**WSe₂, bulk crystal: questions on the gap**

**1. Is the smallest gap direct, and does the level of theory decide that?**

WSe2, 6 atoms in the cell, built as 2H (MoS2) bulk, space group P6_3/mmc (194), conventional a = 3.300, c = 13.149 Å, 20.66 Å³ an atom. Ansatz 0.2.0, plane-wave PAW, no spin polarisation, cell relaxed with r2SCAN+rVV10.

| level of theory | band gap (eV) | least direct gap (eV) |
| --- | --- | --- |
| PBE | 1.043 | 1.496 |
| r2SCAN | 1.143 | 1.612 |
| HSE06 | 1.500 | 1.948 |
| PBE+SOC | 0.945 | 1.281 |
| PBE0 | 2.152 | 2.595 |

The band gap is the smallest energy between any filled and any empty state. The least direct gap is the smallest one at a single wave vector $k$, which an electron can cross by absorbing light without help from a lattice vibration. In every row the direct gap is the larger of the two, so the crystal is an indirect semiconductor at all five levels. The atoms sit in the same places throughout, so the spread from just under 1 eV to just over 2 eV comes from the treatment of the electrons.

The functional changes the size of both gaps far more than the distance between them. In the four rows without spin-orbit coupling, the direct gap lies about 0.4 to 0.5 eV above the band gap, although the band gap itself doubles between PBE and PBE0. Spin-orbit coupling does the reverse: it moves the band gap little and brings the direct gap clearly closer to it.

**2. Is the r2SCAN gap really 0.10 eV wider than the PBE gap?**

The sign is safe, but the second decimal is not. The PBE gap was read on the regular $k$ mesh alone, while the other rows also use an extra point close to the conduction minimum. That point lowers their gaps by 0.02 to 0.03 eV. Read on the mesh alone, r2SCAN lies 0.12 eV above PBE.

The differences below therefore use mesh gaps, which are printed with the other results after this page. A modest widening is plausible, because r2SCAN depends on the kinetic-energy density and so responds to the shape of the orbitals. Its plane-wave cutoff was also higher, and the effect of that was not tested separately.

**3. HSE06 and PBE0 both mix in a quarter of exact exchange. Why are their gaps so different?**

They differ in how far that exchange reaches. PBE0 keeps it at all distances, whereas HSE06 keeps only the short-range part and leaves the rest to the PBE form. If the fraction alone mattered, the two gaps would agree. Instead PBE0 lies 0.65 eV higher, and this long-range step makes up more than half of the whole opening from PBE to PBE0.

The reason is that exact exchange treats filled and empty states differently. A filled state belongs to the electrons that create the exchange energy, and it is pulled down strongly. An empty state gains much less. The PBE form gives both kinds of state one common potential and misses most of this distinction, so replacing part of it by exact exchange pushes filled and empty states apart.

**4. How large should the long-range step be?**

Around each electron the density of like-spin electrons is reduced by one electron in total, and this region is called the exchange hole. The long-range part of the repulsion is $\operatorname{erf}(\omega r)/r$ in atomic units, where $r$ is the distance and $\omega$ sets where short range ends. At small $r$ it is nearly constant, with the value $2\omega/\sqrt{\pi}$. If the hole is compact, the argument runs as follows:

- Exact long-range exchange lowers a filled state by $2\omega/\sqrt{\pi}$ and leaves an empty one unchanged.
- The exchange energy per electron is half of that, because each pair counts once. The PBE form turns it into a potential that lowers filled and empty states alike by $\omega/\sqrt{\pi}$.
- Replacing a fraction $a$ of the second by the first moves filled states down by $a\omega/\sqrt{\pi}$ and empty states up by the same amount.

With $a = 0.25$ and the usual HSE06 value of about 0.11 per bohr for $\omega$, each edge should move by $0.25 \times 0.11/\sqrt{\pi} = 0.0155$ hartree, or 0.42 eV. The gap should then open by twice that, 0.84 eV.

If both runs share one energy zero, the calculation gives the predicted pattern: from HSE06 to PBE0 the valence edge falls by 0.32 eV and the conduction edge rises by 0.33 eV. The size is less good, since the computed opening is only 77 % of the estimate, in which no constant was adjusted to these rows. An overestimate is reasonable, because a real exchange hole has tails that reach beyond a single bond, and empty states do feel some exact exchange. The hybrids were also run on a coarse $k$ mesh, to which long-range exchange is sensitive, so the shortfall can't be divided among these causes.

**5. What would change if $\omega$ were halved?**

More of the exact exchange would survive at long range, and the HSE06 gap would move towards that of PBE0. The estimate is proportional to $\omega$, so the gap should end up roughly halfway between the two. At $\omega = 0$ HSE06 turns into PBE0 by construction.

The formula contains no property of tungsten or selenium. A step of several tenths of an electronvolt between these two functionals is therefore a sensible first guess for other semiconductors with compact exchange holes.

**6. Why does spin-orbit coupling lower the direct gap most, and what if tungsten were replaced by molybdenum?**

On top of PBE, spin-orbit coupling lowers the direct gap by 0.215 eV but the mesh band gap by only 0.07 eV. The table seems to show a fall of 0.10 eV for the band gap, but part of that is the extra $k$ point from question 2.

Without spin-orbit coupling the least direct gap lies at K, a corner of the Brillouin zone. The highest filled states there are mainly tungsten 5d orbitals that circulate around the crystal axis. Their orbital moment couples to the spin, which pushes the levels apart, and the upper one moves towards the conduction band. At the zone centre Γ the highest filled states have almost no such moment, so they should respond much less. This is established physics of these crystals, not something the two gaps prove.

The uncertain point is where the valence maximum lies once the coupling is included. On the mesh the valence edge rises by about 0.06 eV with the coupling, while the conduction edge hardly moves. The raised level at K may have overtaken Γ, or Γ may respond more than this simple picture suggests. But the energy zero may also have shifted between the two runs, and then the valence edge could have stayed in place while the conduction edge fell. Only the change of the gap itself is safe from such a shift. A general label of the runs places the maximum at Γ, but the spin-orbit run doesn't print the wave vectors of its edges. Molybdenum is lighter and has weaker spin-orbit coupling, so in MoSe₂ the direct gap should fall less.

**7. How strongly does the choice act on the number of carriers?**

In an undoped crystal, heat lifts a few electrons across the gap. Their number per volume, the intrinsic density, varies roughly as $\exp(-E_g/2kT)$, where $E_g$ is the band gap and $kT$ the thermal energy. At room temperature about 0.12 eV of gap is worth a factor of ten.

Taking the HSE06 gap instead of the PBE0 gap therefore raises the estimated density about 300 000 times, if the band masses are kept equal. Adding spin-orbit coupling to PBE raises it only about fourfold. The choice of functional thus weighs far more than the two or three hundredths of an electronvolt from the extra $k$ point.

**8. Which row should be compared with a measured gap?**

None of them is a finished prediction. The measured indirect gap of the bulk crystal is roughly 1.2 eV, a recalled value that is not part of the table. PBE with spin-orbit coupling lies below it, while HSE06 lies above it but still lacks the coupling, which would probably lower it somewhat. Lattice vibrations, absent from all rows, also shift a measured gap.

PBE0 is too high by nearly 1 eV, far more than spin-orbit coupling removed from PBE. Physics offers a clear reason. In a crystal the other electrons screen exchange at long range by roughly the dielectric constant, which is roughly ten or more here when averaged over directions (a recalled value). PBE0 keeps a quarter of it at any distance, as if that constant were only four. HSE06 removes it altogether, which for a crystal that screens this well is the smaller error.

Printed output of the fit:

```
Gaps in eV:
      row  gap on the mesh  lowering by extra k point  mesh gap less that of PBE  direct gap less that of PBE  direct gap less mesh gap
      PBE            1.043                      8e-06                          0                            0                     0.453
   r2SCAN            1.165                    0.02199                      0.122                        0.116                     0.447
    HSE06            1.526                    0.02579                     0.4828                        0.452                    0.4222
  PBE+SOC           0.9726                    0.02756                   -0.07045                       -0.215                    0.3084
     PBE0            2.178                    0.02618                      1.135                        1.099                    0.4168
Mesh gap, HSE06 to PBE0, change in eV: 0.6524
Direct gap, HSE06 to PBE0, change in eV: 0.647
Long-range part of the whole opening from PBE to PBE0, percent: 57.47
Valence edge, HSE06 to PBE0, change in eV: -0.3242
Conduction edge, HSE06 to PBE0, change in eV: 0.3282
Estimated gap opening by long-range exchange in eV: 0.8444
Estimated shift of each edge in eV: 0.4222
Computed opening as percent of the estimate: 77.26
Fall of the printed band gap by spin-orbit coupling in eV: 0.098
Fall of the mesh gap by spin-orbit coupling in eV: 0.07045
Fall of the direct gap by spin-orbit coupling in eV: 0.215
Fall of direct gap over fall of mesh gap: 3.052
Carrier density ratio, HSE06 over PBE0 gap: 301857
Carrier density ratio, PBE over HSE06 gap: 11356
Carrier density ratio, PBE+SOC over PBE gap: 3.906
```
